## Results and discussion

The table lists the protons of the alane adduct of N-methylallylamine, in one conformer, at the KT3/pcSseg-1 level. Atoms are numbered in SMILES order with hydrogens, which are implicit there outside brackets, after the heavy atoms: H7 and H8 are =CH₂ (on C1), H9 is =CH (C2), H10 and H11 are NCH₂ (C3), H12 is NH, H13 is the mean of the three protons of NCH₃ (C5) and H16 that of AlH₃.

GIAO proton shieldings of C4H12AlN, SMILES C=CC[N@@H+](C)[AlH3-], from PySCF 2.14.0 with density fitting: KT3/pcSseg-1, non-relativistic, gas phase, geometry PBE0-D3(BJ)/def2-SVP. The shift is the shielding of TMS at the same level less that here, and the span is the highest less the lowest principal value; equivalent protons are averaged.

```csv
atom,equivalent,bonded to,shift (ppm),shielding (ppm),paramagnetic part (ppm),span (ppm)
H7,1,C,5.46,25.86,-5.3,7
H8,1,C,5.42,25.90,-2.2,6
H9,1,C,6.25,25.07,-6.8,6
H10,1,C,3.04,28.28,-3.6,7
H11,1,C,3.53,27.79,-5.3,9
H12,1,N,1.21,30.11,-6.0,13
H13,3,C,2.56,28.76,-1.9,10
H16,3,Al,3.80,27.52,-2.7,7
```

### 1. How are shift and shielding related?

The shielding $\sigma$ is the mean of three principal values, here called low, middle and high; the span $\Omega$ is high less low. The shift is $\delta=\sigma_{\rm TMS}-\sigma$, so $\delta+\sigma$ equals 31.32 ppm in every row by definition. An error in the reference moves all shifts together and leaves their differences, such as the 5.04 ppm between H9 and H12, untouched.

### 2. Does the paramagnetic part order the shifts?

Not over all rows. With $\sigma=\sigma_d+\sigma_p$, the diamagnetic part $\sigma_d$ is the shielding less the paramagnetic part $\sigma_p$. H9 and H12 have the two most negative $\sigma_p$, yet lie at opposite ends of the shift scale, because $\sigma_d$ is 31.9 ppm for H9 and 36.1 ppm for H12. The correlation of $\sigma$ with $\sigma_p$ is only +0.15. That verdict leans on one row: without H12 the correlation is +0.56, and the share of the variance of $\sigma$ carried by $\sigma_p$ (covariance over variance) rises from 16% to 74%. Neither part governs in a stable way. The two largely compensate, most plainly for H7 and H8, where differences of −3.1 and +3.1 ppm leave −0.04.

### 3. Is the split into two parts chemical?

Only the sum is independent of gauge and seen in an NMR spectrum; one particular split, with the origin on the nucleus, is tied to the spin-rotation constant, but it is not the GIAO split tabulated here. In the spherical limit, a free H atom has no paramagnetic current and the Lamb formula gives $\sigma=\alpha^2\langle 1/r\rangle/3=17.75$ ppm (atomic units, $\alpha$ the fine-structure constant). In the limit of a distant atom with $Z$ electrons at distance $R$, a gauge origin on the proton would add $\alpha^2Z/3R$ to $\sigma_d$. For carbon at a rough, recalled 1.1 Å this is 51 ppm, more than the whole $\sigma_d$ of any row. A distant spherical atom does not shield on average, so $\sigma_p$ would have to cancel that term. GIAO divides the same total differently, and a change of gauge treatment would rewrite the paramagnetic column while a converged shielding stayed the same.

### 4. Why are the vinyl protons the least shielded?

All three have shifts at least 1.62 ppm above those of every other row. The standard cause is the anisotropic paramagnetic current on an sp² carbon, and the same calculation shows its mark: spans of 190 and 222 ppm for C1 and C2, against 42 and 57 ppm for C3 and C5.

The simpler system is a small current loop on the carbon, seen by the proton as a point dipole (Pople–McConnell model). A field $B$ along axis $i$ induces a moment $\chi_{ii}B$ in the 2p shell. At the carbon nucleus this gives $\sigma_{ii}^{\rm C}=-2\chi_{ii}\langle r^{-3}\rangle_{2p}$. At a proton at distance $R$, with angle $\theta_i$ between bond and axis, the dipole field gives $\chi_{ii}(1-3\cos^2\theta_i)/R^3$. Averaging over the three axes,

$$\Delta\sigma_{\rm H}=-\frac{\sum_i\sigma^{\rm C}_{ii}\,(1-3\cos^2\theta_i)}{6\,\langle r^{-3}\rangle_{2p}R^3}.$$

The angular factors sum to zero, so an isotropic current does nothing on average, however strong, and the total principal values of carbon can be inserted.

For C1 these are −37.9, 74.9 and 152.0 ppm. The axes are assumed to be the usual ones: low in the plane across C=C, middle along C=C, high normal to the plane. A 120° angle gives $\cos^2\theta=0.75$, $0.25$, $0$ and factors $-1.25$, $0.25$, $1$; the sum is $47.3+18.7+152.0=218$ ppm. Its separate terms do not show which current matters, because the total values include the diamagnetic part. With that part removed (253 ppm for C1, taken as isotropic), the terms become 364, −45 and −101 ppm: the sum is the same, and the deshielding comes from the field across C=C. Slater's rules give an effective charge $6-3(0.35)-2(0.85)=3.25$ and $\langle r^{-3}\rangle=3.25^3/24=1.43$; $R=2.08$ bohr. Then $\Delta\sigma_{\rm H}=-218/(6\times1.43\times9.0)=-2.8$ ppm. The methyl carbon, with its high axis assumed along C–N, gives −0.4 ppm. The difference, −2.4 ppm, compares with −2.90 ppm for H7 less H13. Nothing was fitted.

The model recovers about four-fifths of the computed vinyl–methyl difference for H7 and H8 and about three-quarters for H9. It places H9 beyond H7 and H8, but gives only about half of the extra deshielding. With the diamagnetic part removed, that extra comes mainly from the low axis of carbon, which lies 30° from C–H and so probably near the high axis of the proton. The high value is indeed lower for H9 than for H7 (28.74 against 29.71 ppm), but this supplies only 0.32 of the 0.79 ppm between them; the middle value supplies 0.46 ppm. Only sign and order of size are supported, for the analogy is strained: a loop of atomic size is no point one bond away, a 5% change of $R$ alters the result by about 15%, the second vinyl carbon is ignored, and only the average was compared. Once the diamagnetic part of carbon is removed, the model's main term acts for a field across C=C, 30° from the C–H bond and so near the direction in which an sp³ proton has its high value; this fits the high value supplying 1.59 of the 2.90 ppm, but the proton axes were not examined. Lower electron density at an sp² C–H may add to the effect; this is an untested guess.

A least-squares line of proton on bonded-carbon shielding (six C–H rows) has slope 0.036 and rms residual 0.21 ppm. It is descriptive: four carbons in two clusters, with H7 and H8 sharing one carbon value and H10 and H11 another.

The formula transfers to neighbouring cases only in part. With the other values fixed, a larger paramagnetic current for a field in the plane across C=C, which lowers the low value of carbon, deshields the attached proton more; an aldehyde proton, though, is deshielded far beyond what this one-carbon term gives. In the linear limit, an alkyne C–H, the paramagnetic current vanishes for a field along the axis, both remaining factors are +1, and the term changes sign to shielding. This agrees with alkyne protons being more shielded than vinyl ones, but it overshoots: the formula would make them more shielded than the protons of methane, whereas they are less so.

### 5. What makes the NH proton the most shielded?

Mostly one principal value. Against H13, the excess of 1.35 ppm consists of 0.14, 0.14 and 1.07 ppm from the low, middle and high values, each divided by three. In the limit where only the high value moves, $\sigma=c+\Omega/3$. With unrounded spans and $c=25.45$ ppm, the mean of $\sigma-\Omega/3$ over the five non-vinyl rows (H12 included), the rms residual is 0.50 ppm, against 0.91 ppm for a constant. A free least-squares slope is 0.34, but falls to 0.14 without H12, so this describes H12 and is no general rule; $\sigma$ and $\Omega$ also share the high value. The vinyl rows, left out because all three of their values lie below those of H13, fall 1.6 to 2.5 ppm below the line.

Theory places the high axis near the bond, since a field along a cylindrical σ bond drives a free diamagnetic circulation. A large value along the bond belongs to N–H itself and need not come from Al; coordination draws on the lone pair and would be expected to lower it, which the table cannot test. The result belongs to an isolated molecule: a hydrogen bond typically raises an NH shift by several ppm, and exchange averages it.

### 6. Why does the "hydridic" AlH₃ not have a low shift?

H16 is 1.24 ppm less shielded than H13, and 1.01 ppm of this comes from the high value. The charges in the SMILES are formal; the adduct is neutral, with a computed dipole of 5.49 D. The table holds no atomic charges, so an explanation by charge can't be tested here. The free-ion limit shows that even a full negative charge does not by itself ensure a high shielding. In H⁻ two electrons screen each other, the variational exponent is $1-5/16=11/16$, and the Lamb value is $2\times17.75\times11/16=24.4$ ppm, below every shielding in the table. Doubling the electrons swells the orbital and falls well short of doubling $\sigma$. A plausible guess is that the long Al–H bond leaves the proton nearer this isolated limit, with less circulation about the bond. For a much heavier metal, spin-orbit coupling would reach the proton and a non-relativistic calculation would cease to be adequate.

### 7. Which digits can be trusted?

Rounding errors are at most 0.005 ppm for shifts, 0.05 for $\sigma_p$ and 0.5 for $\Omega$, but geometry matters far more for the shifts. The three methyl protons spread over 0.76 ppm before averaging, the AlH₃ protons over 0.17 ppm; their spans are means of single spans, and rotation would shrink the span of the averaged tensor. H10 and H11 are diastereotopic because nitrogen is stereogenic, so they stay inequivalent, but the 0.49 ppm gap is that of one frozen conformer; their mean, 3.29 ppm, is probably steadier. No vibrational averaging was done; its effect and those of solvent and basis size would all need checking before any error was laid on the functional. Gaps above 1 ppm, such as vinyl over the rest and CH₃ over NH, exceed these spreads. The order of H16 and H11 (0.27 ppm apart) does not, and the 0.04 ppm between H7 and H8 deserves no cause.
